\section*{Worked problem: atom bunching in a released $^{88}$Sr cloud}

\subsection*{Statement}

A thermal cloud of $N=2.0\times10^{4}$ $^{88}$Sr atoms ($m=87.9056$~u) in the ground state ${}^1S_0$ is held in a harmonic dipole trap. The atom is a boson with nuclear spin zero, hence with one internal state. Illustrative inputs, chosen as typical of narrow-line-cooled Sr: $T=1.00~\mu$K and $(\nu_x,\nu_y,\nu_z)=(100,400,400)$~Hz, with $z$ vertical and $\omega_i=2\pi\nu_i$. The scattering length is approximately $a\approx-2\,a_0$, and $g=9.81$~m/s$^2$. The trap is switched off at $t=0$. At $t=100$~ms a short light-sheet pulse in the $xz$ plane, centred on the cloud, selects a slice with detection probability $e^{-y^2/2d_y^2}$, $d_y=10~\mu$m. A camera looking along $y$ assigns to each atom a position with an independent Gaussian scatter of rms $d_x=d_z=4~\mu$m \emph{per atom}, and close pairs are assumed to be counted without loss.

\begin{enumerate}
\item[(a)] Find the correlation lengths $l_i$ and check the approximations behind them.
\item[(b)] Find the recorded $g^{(2)}(\Delta x,\Delta z)$.
\item[(c)] Find the contrast if the whole cloud is imaged along $y$, with no sheet.
\item[(d)] Find the number of excess pairs per shot in (b).
\end{enumerate}

\subsection*{Why the formula holds}

\textbf{Exchange term.} Let $G^{(1)}(x,x')=\langle\hat\psi^\dagger(x)\hat\psi(x')\rangle$, $n(x)=G^{(1)}(x,x)$ and $g^{(1)}=G^{(1)}/\sqrt{n(x)n(x')}$. The grand-canonical state of an ideal gas is Gaussian in $\hat\psi$, and free flight is linear in $\hat\psi$. Wick's theorem therefore gives, at any $t$ and for one internal state,
\begin{equation}
g^{(2)}(x,x')=\frac{\langle\hat\psi^\dagger(x)\hat\psi^\dagger(x')\hat\psi(x')\hat\psi(x)\rangle}{n(x)n(x')}=1\pm|g^{(1)}(x,x')|^2 ,
\end{equation}
with $+$ for bosons and $-$ for fermions. Fixing $N$ changes this at order $1/N$ far from degeneracy.

\textbf{Propagation, one axis.} $\hat\psi(x,t)=\int dx_0\,K(x,x_0)\,\hat\psi(x_0,0)$ with $K\propto e^{im(x-x_0)^2/2\hbar t}$. For an incoherent source, $G^{(1)}(x_0,x_0')\propto e^{-x_0^2/2s^2}\,\delta(x_0-x_0')$, the $x_0^2$ phases of $K^*$ and $K$ cancel. With $\Delta=x-x'$,
\begin{equation}
G^{(1)}\propto e^{-im(x^2-x'^2)/2\hbar t}\int dx_0\,e^{-x_0^2/2s^2}\,e^{im\Delta x_0/\hbar t}.
\end{equation}
The integral is proportional to $e^{-\Delta^2/2l^2}$, so
\begin{equation}
g^{(2)}(\Delta)=1\pm e^{-\Delta^2/l^2},\qquad l=\frac{\hbar t}{ms}.
\label{hbt}
\end{equation}
In three dimensions $g^{(1)}$ factorises and the exponents add. Gravity displaces the cloud and multiplies $\hat\psi$ by a phase, so $|g^{(1)}|$ at equal times is unchanged.

\textbf{Finite source coherence.} A Boltzmann cloud has a Gaussian Wigner function with rms widths $s$ and $\sigma_p$. Flight shears it, $W(x,p,t)=W_0(x-pt/m,p)$. The size becomes $\sigma^2=s^2+\sigma_p^2t^2/m^2$, and the momentum variance at fixed position is $s^2\sigma_p^2/\sigma^2$. Fourier transform in $p$ at $X=(x+x')/2$ and divide by $\sqrt{nn'}\propto e^{-(X^2+\Delta^2/4)/2\sigma^2}$:
\begin{equation}
l(t)=\frac{\hbar\,\sigma(t)}{\sqrt{s^2\sigma_p^2-\hbar^2/4}} .
\label{exact}
\end{equation}
For a thermal oscillator $s^2=(\hbar/2m\omega)\coth\xi$ and $\sigma_p=m\omega s$, with $\xi=\hbar\omega/2k_BT$. Then
\begin{equation}
l(t)=\frac{\hbar t}{ms}\,\sqrt{1+\frac{1}{\omega^2t^2}}\;\cosh\xi .
\label{thermal}
\end{equation}
Equation \eqref{hbt} thus needs $\omega t\gg1$ and $\xi\ll1$.

\textbf{Resolution.} The recorded pair density is $nn'g^{(2)}$ convolved with a Gaussian of rms $d$ in each of the two coordinates. The product of this Gaussian, centred at $x$, with $n(u)\propto e^{-u^2/2\sigma^2}$ is a Gaussian in $u$ of mean $\kappa x$ and variance $d_e^2=\kappa d^2$, where $\kappa=\sigma^2/(\sigma^2+d^2)$. The true separation then has mean $\kappa\Delta$ and variance $2d_e^2$. Averaging $e^{-(u-u')^2/l^2}$, whose variance is $l^2/2$, gives per axis
\begin{equation}
C\,e^{-\kappa^2\Delta^2/L^2},\qquad L^2=l^2+4d_e^2,\qquad C=\frac{l}{L}.
\label{res}
\end{equation}
For $d\ll\sigma$ this is $C=l/\sqrt{l^2+4d^2}$, and the area $\sqrt\pi\,CL=\sqrt\pi\,l$ under the peak does not depend on $d$. The sheet weights both atoms with the same Gaussian, which is \eqref{res} at $\Delta=0$ with $d=d_y$.

\subsection*{(a) Correlation lengths}

\begin{align}
m&=1.4597\times10^{-25}~\text{kg},\qquad \hbar t/m=72.25~\mu\text{m}^2,\\
\sigma_v&=\sqrt{k_BT/m}=9.725~\text{mm/s},\qquad s_i=\sigma_v/\omega_i .
\end{align}
For example $s_x=(9.725~\text{mm/s})/(628.3~\text{s}^{-1})=15.48~\mu$m and $l_x=72.25~\mu\text{m}^2/15.48~\mu\text{m}=4.667~\mu$m. The fourth figure is carried for the arithmetic only.

\begin{center}
\begin{tabular}{lccc}
 & $x$ & $y$ & $z$\\ \hline
$s_i$ ($\mu$m) & 15.48 & 3.870 & 3.870\\
$\omega_it$ & 62.8 & 251 & 251\\
$\xi_i$ & 0.00240 & 0.00960 & 0.00960\\
$l_i$ ($\mu$m) & 4.667 & 18.67 & 18.67\\
$d_i$ ($\mu$m) & 4 & 10 & 4\\
$L_i$ ($\mu$m) & 9.26 & 27.4 & 20.3\\
$C_i$ & 0.504 & 0.682 & 0.919
\end{tabular}
\end{center}

The cloud has fallen $gt^2/2=49$~mm and is nearly spherical, $\sigma=0.973$~mm on every axis. The correlation peak is not: the long source axis $x$ has the short $l$, and $l_z/l_x=\nu_z/\nu_x=4$. In the trap the length was $l(0)\simeq\hbar/m\sigma_v=74.3$~nm on all axes. By \eqref{exact} it grows in proportion to $\sigma(t)$.

Sizes of the neglected terms:
\begin{itemize}
\item \emph{Near field and source coherence}, from \eqref{thermal}. The largest relative shifts of $l$ are $1/2\omega_x^2t^2=1.3\times10^{-4}$ and $\xi_z^2/2=4.6\times10^{-5}$. The classical form of $s$ is off by $\xi^2/6$, which is smaller still.
\item \emph{Finite cloud}: $1-\kappa\le d_y^2/\sigma^2=1.1\times10^{-4}$.
\item \emph{Interactions}. The peak density in the trap is $n_0=N/[(2\pi)^{3/2}s_xs_ys_z]=5.5\times10^{12}$~cm$^{-3}$. The mean-field energy has magnitude $8\pi\hbar^2|a|n_0/m=k_B\times0.08$~nK. The collision rate at the centre is $n_0\,(8\pi a^2)\,(4\sigma_v/\sqrt\pi)=0.03$~s$^{-1}$. The expansion is ballistic.
\item \emph{Degeneracy}. The fugacity $f$ solves $\sum_kf^k/k^3=Nh^3\nu_x\nu_y\nu_z/(k_BT)^3$, which gives $f=0.035$. This is the largest correction and is evaluated in (b).
\end{itemize}

\subsection*{(b) Recorded correlation}

For $x$: $L_x=\sqrt{(4.667)^2+4\,(4)^2}~\mu\text{m}=9.26~\mu$m and $C_x=4.667/9.26=0.504$. The other axes follow likewise (table). The contrast is
\begin{equation}
\eta=C_xC_yC_z=0.504\times0.682\times0.919=0.316 .
\end{equation}

Degeneracy correction: the one-body density matrix is $\sum_kf^ke^{-kH/k_BT}$, a sum of Boltzmann clouds at temperatures $T/k$. Cloud $k$ has $s^2\to s^2/k$, hence $l^2\to kl^2$. Its weight at the centre of the expanded cloud is $f^kk^{-3/2}$, from an atom number $\propto f^kk^{-3}$ and three widths $\propto k^{-1/2}$. To first order, with $\epsilon=f/2^{3/2}$ and $u^2=\sum_i\Delta_i^2/l_i^2$,
\begin{equation}
|g^{(1)}|^2\simeq(1-2\epsilon)\,e^{-u^2}+2\epsilon\,e^{-3u^2/4}.
\end{equation}
The second Gaussian has $l_i^2\to\tfrac43l_i^2$, for which $C_xC_yC_z=0.384$. With $2\epsilon=0.025$,
\begin{equation}
\delta\eta=0.025\times(0.384-0.316)=0.0017 ,
\end{equation}
so $\eta=0.318$ at the centre. The shift is smaller in the wings, where the colder component has less weight. Two figures are safe:
\begin{equation}
g^{(2)}(\Delta x,\Delta z)\simeq1+0.32\,\exp\!\left[-\frac{\Delta x^2}{(9.3~\mu\text{m})^2}-\frac{\Delta z^2}{(20~\mu\text{m})^2}\right].
\end{equation}
An ideal detector would give $g^{(2)}(0)=2$. Blur also lowers the apparent anisotropy from 4 to $L_z/L_x=2.2$. A fit must recover $l_i^2=L_i^2-4d_i^2$, and along $x$ the resolution supplies $4d_x^2/L_x^2=75\,\%$ of $L_x^2$.

Convention warning: if the resolution is quoted as the rms $D=\sqrt2\,d$ of a measured pair \emph{separation}, then $C=l/\sqrt{l^2+2D^2}$.

\subsection*{(c) Column integration}

Let $d_y\to\infty$ in \eqref{res}, so that $d_e\to\sigma$. With \eqref{exact},
\begin{equation}
C_y=\frac{l}{\sqrt{l^2+4\sigma^2}}=\frac{\hbar}{2s\sigma_p}=\tanh\xi_y=0.00960 .
\end{equation}
This is the purity $\mathrm{Tr}\,\rho_y^2$ of the normalised one-body state on that axis, the inverse of the effective number of occupied modes. It does not depend on $t$, so a longer flight does not restore it. The contrast drops by $0.682/0.00960=71$, to
\begin{equation}
\eta=0.504\times0.00960\times0.919=0.004 .
\end{equation}

\subsection*{(d) Excess pairs}

The slice holds
\begin{equation}
N_s=N\,\frac{d_y}{\sqrt{d_y^2+\sigma^2}}=206
\end{equation}
detected atoms on average. The excess number of pairs is $\tfrac12\iint nn'\,(g^{(2)}-1)$ over the image plane. Blur conserves this integral, and each in-plane axis gives the factor found in (c):
\begin{equation}
N_{\rm ex}=\tfrac12N_s^2\,C_y\tanh\xi_x\tanh\xi_z=\tfrac12(206)^2(0.682)(0.00240)(0.00960)=0.3 .
\end{equation}
The uncorrelated total is $\tfrac12N_s^2=2.1\times10^{4}$ pairs per shot, nearly all at separations far beyond $L_i$. The peak emerges only on averaging many shots.

\subsection*{Remarks}

\begin{itemize}
\item All results are the model's for the stated trap, temperature and detector, and none is a property of the atom. They scale as $l_i=\hbar\omega_it/\sqrt{mk_BT}$.
\item The slow collisions that make the flight ballistic also make $^{88}$Sr thermalise slowly. A single $T$ is an assumption, and $\sigma_v$ may differ between axes. The per-axis formulas hold for any Gaussian cloud if each axis uses its own $s_i$ and $\sigma_{p,i}$.
\item A real camera merges images of atoms closer than its spot size, and the autocorrelation of one atom's image covers the same range of $\Delta$. Both must be handled before a comparison with the model's $g^{(2)}(0)\simeq1.32$.
\item For fermionic $^{87}$Sr ($I=9/2$) the sign is negative. Only equal spin states exchange, so an unpolarised mixture of ten states has its contrast multiplied by $1/10$.
\end{itemize}